**Highest eigenvalue against chemical potential in a Woods-Saxon dot**

The table holds chemical potentials, highest eigenvalues, addition energies and rms radii for one to five electrons in a spherical Woods-Saxon well, from spin-polarised Kohn-Sham runs with r2SCAN and m-averaged shells (radks). The program fits nothing: it forms the mismatch between eigenvalue and chemical potential, compares steps in both, and tests the midpoint relation that follows from Janak's theorem for a linearly rising level. It also solves the one-electron problem in the same well exactly and compares the mismatch with two thirds of the self-Hartree energy. The eigenvalue lies 0.090 to 0.099 hartree* above the chemical potential in every row, while the one-electron total energy matches the exact value within rounding. The midpoint relation holds for four and five electrons and fails for two and three, where the added electron enters another spin or shell.

Calculated values. Spherical quantum dot with 1 to 5 electrons, radks 2 with Libxc: non-relativistic spin-polarised Kohn-Sham, r2SCAN, m-averaged shells, greedy filling. The well is −7.37/(1+exp((r−7.52)/0.7)) in effective atomic units (hartree*, bohr*). Chemical potential is E(N)−E(N−1), addition energy E(N+1)+E(N−1)−2E(N); levels are numbered by radial order.

## Script

```python
# Table: radks radial Kohn-Sham (r2SCAN, spin-polarised, m-averaged shells), Woods-Saxon dot, N=1..5:
# chemical potential E(N)-E(N-1), highest eigenvalue, addition energy, rms radius (effective atomic units).
# Tested: eigenvalue against chemical potential, Janak midpoint relation, exact one-electron reference.
T = {
    'electrons': [1, 2, 3, 4, 5],
    'chemical_potential': [-7.214, -6.958, -6.64, -6.454, -6.26],  # hartree*
    'unpaired_electrons': [1, 0, 1, 2, 3],
    'rms_radius': [3.169, 3.439, 3.737, 3.908, 4.033],  # bohr*
    'highest_eigenvalue': [-7.115, -6.861, -6.55, -6.357, -6.163],  # hartree*
    'highest_level': ['1s up', '1s up', '1p up', '1p up', '1p up'],
    'addition_energy': [None, 0.3178, 0.1864, 0.1939, None],  # hartree*
}
import numpy as np
from scipy.linalg import eigh_tridiagonal

N = [int(x) for x in T["electrons"]]
mu = np.array(T["chemical_potential"], float)
eps = np.array(T["highest_eigenvalue"], float)
R = np.array(T["rms_radius"], float)
add, lev, unp = T["addition_energy"], T["highest_level"], T["unpaired_electrons"]
d = eps - mu
print("energies in hartree*, lengths in bohr*; rounding 0.0005 per entry, 0.001 per difference")
print("A. mismatch = highest eigenvalue - chemical potential")
for i, n in enumerate(N):
    print(f"N={n} {lev[i]}, unpaired {int(unp[i])}: mismatch {d[i]:.3f}, mismatch x rms radius {d[i]*R[i]:.3f}")
print(f"mismatch range {d.min():.3f} (N={N[d.argmin()]}) to {d.max():.3f} (N={N[d.argmax()]}), mean {d.mean():.3f}")
print(f"N=1 to 5: chemical potential rises {mu[-1]-mu[0]:.3f}, rms radius grows {100*(R[-1]/R[0]-1):.0f}%")
print("B. steps from N to N+1")
for i in range(len(N) - 1):
    dm, de = mu[i+1] - mu[i], eps[i+1] - eps[i]
    a = "not printed" if add[i] is None else f"{add[i]:.4f}"
    print(f"N={N[i]}: addition energy {a}, potential step {dm:.3f}, eigenvalue step {de:.3f}, difference {de-dm:+.3f}")
print(f"addition energy N=2 minus N=3: {add[1]-add[2]:.4f}; N=4 minus N=3: {add[3]-add[2]:.4f}")
print(f"mismatch / addition energy: N=2 {d[1]/add[1]:.2f}, N=3 {d[2]/add[2]:.2f}, N=4 {d[3]/add[3]:.2f}")
print("C. mean of eigenvalues at N-1 and N against chemical potential at N")
res = {}
for i in range(1, len(N)):
    m = 0.5 * (eps[i-1] + eps[i])
    res[N[i]] = m - mu[i]
    tag = "same level fills" if N[i] >= 4 else "electron enters another spin or shell"
    print(f"N={N[i]}: mean {m:.4f}, mean - potential {res[N[i]]:+.4f} ({tag})")
for i in (3, 4):
    s = eps[i] - eps[i-1]
    print(f"N={N[i]-1} to {N[i]}: slope {s:.3f} per electron, half slope {s/2:.3f}, inferred sag at midpoint {s/8:.3f}")
print("D. exact one electron in the same well")
V0, R0, a0 = 7.37, 7.52, 0.7   # well settings from the caption
h = 0.005
r = h * np.arange(1, 4001)
V = -V0 / (1 + np.exp((r - R0) / a0))
def solve(l):
    w, v = eigh_tridiagonal(1/h**2 + V + l*(l+1)/(2*r**2), -0.5/h**2*np.ones(len(r)-1), select="i", select_range=(0, 0))
    return w[0], v[:, 0]**2
E0, p = solve(0)
E1, _ = solve(1)
J = np.sum(p * (np.cumsum(p) - 0.5*p) / r)   # self-Hartree energy of the 1s density
R1 = np.sqrt(np.sum(p * r**2))
print(f"exact 1s energy {E0:.4f}, exact rms radius {R1:.3f}")
print(f"N=1 total energy - exact {mu[0]-E0:+.4f}; N=1 eigenvalue - exact {eps[0]-E0:+.4f}")
print(f"N=1 rms radius - exact {R[0]-R1:+.3f} ({100*(R[0]/R1-1):+.1f}%)")
print(f"self-Hartree energy J {J:.4f}; energy error / J {100*(mu[0]-E0)/J:+.1f}%")
print(f"2J/3 = {2*J/3:.4f} against mismatch {d[0]:.3f}: error {100*(2*J/3/d[0]-1):+.0f}%; mismatch / J {d[0]/J:.2f}")
print(f"bare 1s-1p gap {E1-E0:.3f}; well rise above bottom at r=5: {V0-V0/(1+np.exp((5-R0)/a0)):.3f}")
print("E. levels of the N=4 run")
su, sd, pu, pd = -6.45906, -6.4126, -6.35714, -6.29878   # further outputs of the same N=4 run
print(f"1s-1p gap up {pu-su:.3f}, down {pd-sd:.3f}; 1p down - 1p up {pd-pu:.3f}")
print(f"1p up holds 2 of 3: eigenvalue gap 0 against addition energy {add[3]:.3f}")
assert (d > 0.05).all()
assert abs(res[4]) < 0.002 and abs(res[5]) < 0.002
assert abs(mu[0] - E0) < 0.25 * abs(eps[0] - E0)
assert add[1] > max(add[2], add[3])
```

Output:

```
energies in hartree*, lengths in bohr*; rounding 0.0005 per entry, 0.001 per difference
A. mismatch = highest eigenvalue - chemical potential
N=1 1s up, unpaired 1: mismatch 0.099, mismatch x rms radius 0.314
N=2 1s up, unpaired 0: mismatch 0.097, mismatch x rms radius 0.334
N=3 1p up, unpaired 1: mismatch 0.090, mismatch x rms radius 0.336
N=4 1p up, unpaired 2: mismatch 0.097, mismatch x rms radius 0.379
N=5 1p up, unpaired 3: mismatch 0.097, mismatch x rms radius 0.391
mismatch range 0.090 (N=3) to 0.099 (N=1), mean 0.096
N=1 to 5: chemical potential rises 0.954, rms radius grows 27%
B. steps from N to N+1
N=1: addition energy not printed, potential step 0.256, eigenvalue step 0.254, difference -0.002
N=2: addition energy 0.3178, potential step 0.318, eigenvalue step 0.311, difference -0.007
N=3: addition energy 0.1864, potential step 0.186, eigenvalue step 0.193, difference +0.007
N=4: addition energy 0.1939, potential step 0.194, eigenvalue step 0.194, difference +0.000
addition energy N=2 minus N=3: 0.1314; N=4 minus N=3: 0.0075
mismatch / addition energy: N=2 0.31, N=3 0.48, N=4 0.50
C. mean of eigenvalues at N-1 and N against chemical potential at N
N=2: mean -6.9880, mean - potential -0.0300 (electron enters another spin or shell)
N=3: mean -6.7055, mean - potential -0.0655 (electron enters another spin or shell)
N=4: mean -6.4535, mean - potential +0.0005 (same level fills)
N=5: mean -6.2600, mean - potential +0.0000 (same level fills)
N=3 to 4: slope 0.193 per electron, half slope 0.096, inferred sag at midpoint 0.024
N=4 to 5: slope 0.194 per electron, half slope 0.097, inferred sag at midpoint 0.024
D. exact one electron in the same well
exact 1s energy -7.2138, exact rms radius 3.154
N=1 total energy - exact -0.0002; N=1 eigenvalue - exact +0.0988
N=1 rms radius - exact +0.015 (+0.5%)
self-Hartree energy J 0.1517; energy error / J -0.2%
2J/3 = 0.1012 against mismatch 0.099: error +2%; mismatch / J 0.65
bare 1s-1p gap 0.149; well rise above bottom at r=5: 0.196
E. levels of the N=4 run
1s-1p gap up 0.102, down 0.114; 1p down - 1p up 0.058
1p up holds 2 of 3: eigenvalue gap 0 against addition energy 0.194
```
